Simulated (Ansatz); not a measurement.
## Charge transition levels of the Si vacancy in HfSiO4, term by term

The calculation used Ansatz, DFT PBE, scalar-relativistic, plane waves, PAW. Run with 420 eV cutoff, 2×2×2 k-mesh, shifted by half a step, Gaussian smearing of 0.01 eV, collinear spin.

Host crystal, relaxed:

```xyz
12
Lattice="-3.3227 3.3227 3.0072 3.3227 -3.3227 3.0072 3.3227 3.3227 -3.0072" Properties=species:S:1:pos:R:3 pbc="T T T"
Hf    0.0000    3.3227    1.5036
Hf    0.0000    0.0000    0.0000
Si    3.3227    0.0000    1.5036
Si    0.0000    0.0000    3.0072
O     3.3227    2.0987   -1.0890
O     4.5468    0.0000    0.4146
O     0.0000    1.2241    1.9182
O     2.0987    0.0000    0.4146
O     3.3227    1.2241    2.5926
O     1.2241    0.0000    4.0962
O     3.3227   -1.2241    2.5926
O     2.0987    3.3227    1.0890
```

The Si vacancy was set at (0.250, 0.750, 0.500) of the host cell, in a supercell of 48 sites (531 Å³), relaxed at fixed cell in each charge q. The host's Kohn–Sham gap is 5.31 eV and its static dielectric constant 12.6 (mean). For each charge: the supercell's free energy over the neutral one with q electrons exchanged at the valence band top, F(q) − F(0) + qE_v; the image-charge term; and the term that aligns the potential far from the defect with the host's.

Spin-orbit coupling is left out, which matters for the bands and energies of heavy elements.

```json
{"q": "0", "F(q) − F(0) + qE_v (eV)": "0.000", "image charge (eV)": "0.000", "alignment (eV)": "0.000"}
{"q": "-1", "F(q) − F(0) + qE_v (eV)": "-0.225", "image charge (eV)": "0.203", "alignment (eV)": "0.338"}
{"q": "-2", "F(q) − F(0) + qE_v (eV)": "0.029", "image charge (eV)": "0.814", "alignment (eV)": "0.403"}
{"q": "-3", "F(q) − F(0) + qE_v (eV)": "0.360", "image charge (eV)": "1.831", "alignment (eV)": "0.176"}
```

Question: Add the terms and find the levels between neighbouring charges, ε(q/q′) = [A(q′) − A(q)]/(q − q′), with and without the two corrections.

Answer: A(q): 0.000 eV for 0, 0.317 eV for -1, 1.246 eV for -2, 2.367 eV for -3.
```csv
level,corrected (eV over E_v),uncorrected (eV)
(0/-1),0.32,-0.23
(-1/-2),0.93,0.25
(-2/-3),1.12,0.33
```

As a check, a point charge in a simple cubic cell of this volume has q²αe²/(2εL) = 0.200 q² eV (e² = 14.40 eV Å, α = 2.837, L = 8.10 Å); the shape of the real cell can change it somewhat. The term grows as q², so it pushes donor levels down and acceptor levels up. The program doubts the alignment for q = -1, -2, -3, so levels beside it are uncertain by about that term.

Question: Which of these charges is lowest with the Fermi level at the valence band top, at mid-gap and at the conduction band bottom?

Answer: The line A(q) + qE_F that lies lowest gives the charge: 0 at E_F = 0.00 eV, -3 at E_F = 2.65 eV, -3 at E_F = 5.31 eV. In charge -2, -3 the cell has partly filled levels, from a carrier spread over the host's bands, a defect level that the small cell broadens into a band, or a degenerate defect level that the symmetric start can't split, so the levels beside it are doubtful. Without the alignment that the program doubts, the level (0/-1) would lie at -0.02 eV, outside the gap, so these runs don't decide whether the defect changes charge there. Charges beyond those computed could lie lower near the band edges.

Question: The neutral defect forms at 14.83 eV with atoms taken from and returned to the elements. What are the formation energies at those three Fermi levels, and what share of sites would hold the defect at 1200 K with E_F at mid-gap, if the host still stood at that temperature?

Answer: E_f = E_f(0) + A(q) + qE_F = 14.83, 9.24, 1.28 eV. In the dilute limit the share is exp(−E_f/k_BT) = exp(−9.238/0.1034) = 1.6×10⁻³⁹, leaving out degeneracy and vibrational entropy. This is the Si-rich limit; a poorer supply of Si lowers E_f, in a binary host by up to its heat of formation per Si atom. The small cell and the narrow Kohn–Sham gap leave errors of tenths of an eV or more, which change the share by orders of magnitude.

The silicon vacancy acts as an acceptor. Removing a formally tetravalent cation leaves the surrounding oxygens short of four electrons, and the resulting holes belong to O 2p-derived states close to the valence band. Electrons from a higher Fermi level fill these holes, which is why the formation energy falls from 14.83 eV at the valence band top to 9.24 eV at mid-gap. The large neutral cost reflects the loss of strong, partly covalent Si–O bonds, with elemental silicon as the reference.

The preference for a negative charge over the neutral state at mid-gap far exceeds the correction terms, but the individual level positions don't establish how deep the acceptor is or how its successive charges are spaced. Nor is -3 shown to be the equilibrium charge at mid-gap: the fully compensated vacancy would carry one more electron, filling the last oxygen hole, and that state is probably lower still there.
